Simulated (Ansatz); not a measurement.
# How methods differ on CH4Si (SMILES [CH][SiH3])

The species is CH4Si (6 atoms), meant as a triplet with charge 0. SMILES: `[CH][SiH3]`. The coordinates come from a GFN2-xTB relaxation.

Quantity: the vertical ionisation energy (to the doublet cation), in eV. The values are calculated.

```json
{"level": "UPBE/STO-3G", "kind": "GGA", "program": "Ansatz", "value (eV)": "7.42", "CPU time (all runs)": "4 s"}
{"level": "UCAM-B3LYP/STO-3G", "kind": "range-separated hybrid", "program": "Ansatz", "value (eV)": "7.65", "CPU time (all runs)": "5 s"}
{"level": "UHSE06/STO-3G", "kind": "range-separated hybrid", "program": "Ansatz", "value (eV)": "7.67", "CPU time (all runs)": "5 s"}
{"level": "UB2PLYP/STO-3G", "kind": "double hybrid", "program": "Ansatz", "value (eV)": "7.37", "CPU time (all runs)": "4.6 s"}
{"level": "UMP2/STO-3G", "kind": "perturbation theory", "program": "Ansatz", "value (eV)": "7.13", "CPU time (all runs)": "0.27 s"}
{"level": "UCCSD(T)/STO-3G", "kind": "coupled cluster or CI", "program": "Ansatz", "value (eV)": "?", "CPU time (all runs)": "0.48 s"}
{"level": "UCCSD/STO-3G", "kind": "coupled cluster or CI", "program": "Ansatz", "value (eV)": "?", "CPU time (all runs)": "0.45 s"}
{"level": "UCCSDTQ/STO-3G", "kind": "coupled cluster or CI", "program": "Ansatz", "value (eV)": "6.98", "CPU time (all runs)": "48 s"}
{"level": "FCI/STO-3G", "kind": "exact in the basis", "program": "Ansatz", "value (eV)": "6.98", "CPU time (all runs)": "11 s"}
```

(1) Estimate what the levels marked ? give.

Results:

(1) As computed at these levels: UCCSD(T)/STO-3G: 6.99 eV; UCCSD/STO-3G: 7.02 eV. The values span 6.98 to 7.67 eV. All rows use very small basis sets, so even the best lies far from the true value. Times are those of the runs behind each value, whatever else they computed, on shared processors of several kinds: orders of magnitude only.

The coupled-cluster values descend smoothly to the exact-in-basis result, from 7.02 eV with singles and doubles to 6.99 eV with perturbative triples and 6.98 eV with quadruples. Such rapid convergence suggests that a single determinant is a sound starting point for both states. This fits a high-spin carbene whose two unpaired electrons occupy different, mainly carbon-centred orbitals, one of which is emptied on ionisation.

MP2 and all the density functionals lie above the exact value, so the correlation missing from MP2 favours the cation on balance, probably because the vacated carbon orbital opens low-lying excitations for the remaining valence electrons. Among the functionals, the two range-separated hybrids lie furthest out, at 7.65 and 7.67 eV, while PBE and the double hybrid come closer. Exact exchange therefore brings no systematic gain here, and PBE's smaller error is no proof of a better density or orbital picture. The vertical energy also leaves open whether the cation would keep this connectivity on relaxation, since hydrogen migration from silicon to the electron-poor carbon is plausible.
